**Q:** I have a crystal of Ta₂Si with one of its vibrations stopped in mid-swing at several amplitudes. Does the crystal find a second resting place along this motion?

Ta2Si (I4/mcm, 6 atoms in the cell, conventional a = 6.137, c = 5.040 Å) with one normal mode frozen in at fixed cell, computed with Ansatz 0.2.0 (plane-wave PAW, scalar-relativistic PBEsol, no spin polarisation, 420 eV cutoff, 12×12×12 k mesh, 0.15 eV Gaussian smearing). Energies are free energies relative to the undisturbed cell; pressure is positive in compression.

```tsv
amplitude (Å of the largest displacement)	energy change (meV a cell)	force along mode (eV/Å)	pressure (GPa)
-0.3	2314.3	19.237	10.64
-0.15	445.5	6.724	2.39
0	0.0	0.000	0.00
0.0375	24.0	-1.294	0.14
0.075	99.3	-2.766	0.58
0.1125	235.4	-4.551	1.32
0.1875	744.4	-9.278	3.83
0.225	1145.8	-12.193	5.67
0.2625	1664.0	-15.512	7.93
```

**A:** Not within the 0.3 Å scanned here. The energy change grows at every step away from the undisturbed cell, so there is one valley, with its floor at amplitude zero. The amplitude is the displacement of the Ta atoms, which move farthest, within planes across the c axis. The Si atoms stand in rows along c, and neighbours in a row close up into pairs. Reversing the motion gives the same crystal again, with the short and the long Si–Si contacts swapped, so you may read the rows at -0.3 and -0.15 Å as 0.3 and 0.15 Å.

**Q:** Then it is a spring. If I double the amplitude from 0.15 to 0.3 Å, do I pay four times the energy?

**A:** You pay 5.2 times, because the spring stiffens as it is strained. An ideal spring stores $E = a x^2$, where $x$ is the amplitude. The calculated frequency of this vibration, about 110 cm⁻¹, together with the moving masses gives $a = 16.92$ eV/Å².

At 0.3 Å the spring should therefore hold $16.92 \times 0.3^2 = 1.523$ eV. The table has 2314.3 meV, about half as much again. At 0.0375 Å the same estimate is within 1 %. That agreement is a check of consistency, since frequency and energies come from the same kind of calculation.

**Q:** Which atoms push back?

**A:** At first almost only Ta. The force along the mode adds up the forces on all six atoms, each weighted by how far that atom moves, so it can be divided between the elements. At 0.0375 Å the Si atoms supply 5 % of it.

That small share doesn't mean that Si sits in soft surroundings. In a normal mode all atoms swing at one frequency, so the force on each must be proportional to its mass times its displacement. Its part of the total then goes as mass times displacement squared. A Ta atom is about 6.4 times as heavy as a Si atom, and Si moves 0.81 times as far. Four Ta atoms count $4 \times 6.4 \approx 26$ and two Si atoms $2 \times 0.81^2 \approx 1.3$, which gives Si about 5 %.

**Q:** So is it Ta that makes the spring stiffen?

**A:** Early on mostly, but Si catches up. At 0.15 Å, Si supplies a third of the force beyond that of an ideal spring, and at 0.3 Å about half. Its share of the whole force has by then risen to 27 %.

The likely reason for the growing part of Si lies in the Si rows. Each Si atom approaches one neighbour in its row and leaves the other. At 0.3 Å the short contact has shrunk from 2.52 to 2.03 Å. Repulsion between atoms rises steeply at short range, so the push from the near neighbour should soon outgrow whatever changes on the far side. The numbers divide the force by atom and not by bond, though, and Ta neighbours also act on Si. A push between two Si atoms doesn't act directly on Ta, so the stiffening of the Ta part needs a cause of its own, to be expected in the contacts of Ta with Ta and with Si.

**Q:** Could I describe the stiffening with one extra term?

**A:** For moderate amplitudes, yes. Because both directions are equivalent, only even powers are allowed, and the next term gives $E = a x^2 + b x^4$ with a positive $b$. I fitted both constants to the rows up to 0.15 Å. At 0.1875 Å, outside the fit, the curve is only 1 % too high, but at 0.3 Å it is too high by 10 %.

The forces show where it goes wrong. Divide each element's part of the force by the amplitude, and you have its stiffness. The Si stiffness keeps climbing ever faster, while the Ta stiffness gains less and less per step beyond 0.15 Å. A single quartic term carries the early rise of Ta too far. Why Ta slows down is not settled by these data. The printed analysis after this text gives both parts row by row.

**Q:** What would change if the cell were free to adjust?

**A:** The large distortions would cost less. The pressure is positive in every displaced row, which means that the cell wants to expand. The single value hides a direction: at 0.3 Å the stress is about 26 GPa along c, the direction of the Si rows, and only about 3 GPa across it. The Ta atoms also feel sideways forces that the frozen pattern doesn't let them follow. Take the energies as the cost of this exact motion in a rigid cell, and not as the lowest cost of bringing Si atoms together.

The pressure also tells you how the vibration responds to squeezing. If expansion lowers the cost of a displacement, compression must raise it, and with it the frequency. From the row at 0.075 Å, a volume smaller by 1 % raises the frequency by roughly 2 %. This holds for a uniform squeeze in which the atoms keep their relative positions.

**Q:** And if a heavier atom took the place of Si?

**A:** Separate mass from chemistry. With the forces unchanged, a slightly heavier atom would hardly alter the frequency, because Si carries only 5 % of the mass-weighted motion. An atom 10 % heavier would lower the frequency by half of 10 % of that share, about a quarter of a percent. The energies in the table would not change at all for the same displacements, since a frozen distortion has no moving masses.

A real substitute also brings another size and other bonds. A larger atom in the same rows should meet the steep repulsion sooner. That is an expectation from the mechanism, and no row here tests it.

**Q:** Last one: which digits may I trust?

**A:** It depends on what you want to read from them. The electronic smearing, a numerical aid for metals, shifts the energy at 0.0375 Å by 0.8 % when it is extrapolated away. The departure from the ideal spring in that row is just as small, so don't read the stiffening from it. At 0.3 Å the departure is about 50 %, and there smearing is no concern.

The pressure of 0.14 GPa at the smallest amplitude is sure only in its first digit, since the undisturbed cell isn't quite free of stress. Other choices are the same in every row, so the table can't show their effect: the PBEsol functional used with atomic datasets made for PBE, the k mesh, and the absence of magnetism. I would trust the stiffening and its division between the elements well before the last digit of any energy.

Printed output of the fit:

```
fit of energy_change on 7 rows (amplitude >= 0): coefficient of x2 17000 +/- 60, coefficient of x4 133089 +/- 2492, coefficient of x6 -426362 +/- 24586; rms 0.427, worst 0.1875 -0.763, leave-one-out rms 3.4
  rows outside the fit (model, value, miss): -0.3 2297, 2314, -17.1; -0.15 445, 445.5, -0.471
fit of energy_change on 5 rows (ax < 0.16): coefficient of x2 17006 +/- 36, coefficient of x4 124320 +/- 1791; rms 0.19, worst 0.075 0.29, leave-one-out rms 1.33
  rows outside the fit (model, value, miss): -0.3 2537, 2314, 223; 0.1875 751.5, 744.4, 7.11; 0.225 1180, 1146, 33.7; 0.2625 1762, 1664, 98.1
Parts of the force (per-amplitude entries of the undisturbed cell are set to 0):
     row  harmonic energy meV  excess meV  Si part per amplitude eV/A2  Ta part per amplitude eV/A2  short Si-Si A
    -0.3                 1523       791.5                        17.51                        46.61          2.033
   -0.15                380.7        64.8                        5.376                        39.45          2.277
     0.0                    0           0                            0                            0           2.52
  0.0375                23.79       0.206                         1.86                        32.65          2.459
   0.075                95.18       4.124                        2.573                        34.31          2.398
  0.1125                214.1       21.25                        3.741                        36.71          2.338
  0.1875                594.8       149.6                         7.52                        41.96          2.216
   0.225                856.6       289.2                        10.22                        43.97          2.155
  0.2625                 1166       498.1                        13.53                        45.57          2.094
Harmonic energy coefficient from the mode frequency, eV/A2: 16.92
Energy at 0.3 over energy at 0.15: 5.195
Force at 0.3 over force at 0.15: 2.861
Energy above harmonic at 0.0375, percent: 0.8659
Energy above harmonic at 0.3, percent: 51.98
Overshoot of the small-amplitude quartic curve at 0.3, percent: 9.644
Largest gap of fitted-energy slope and computed force below 0.29 A, eV/A: 0.146
Si share of the force expected from masses in the harmonic limit, percent: 4.856
Si share of the force at 0.0375, percent: 5.389
Si share of the force at 0.3, percent: 27.31
Si share of the force beyond linear at 0.15, percent: 33.97
Si share of the force beyond linear at 0.3, percent: 52.41
Pressure at 0.3 over pressure at 0.15: 4.452
Rough mode Grueneisen parameter from the 0.075 row: 2.064
Smearing shift of the energy at 0.0375, percent: 0.7958
```
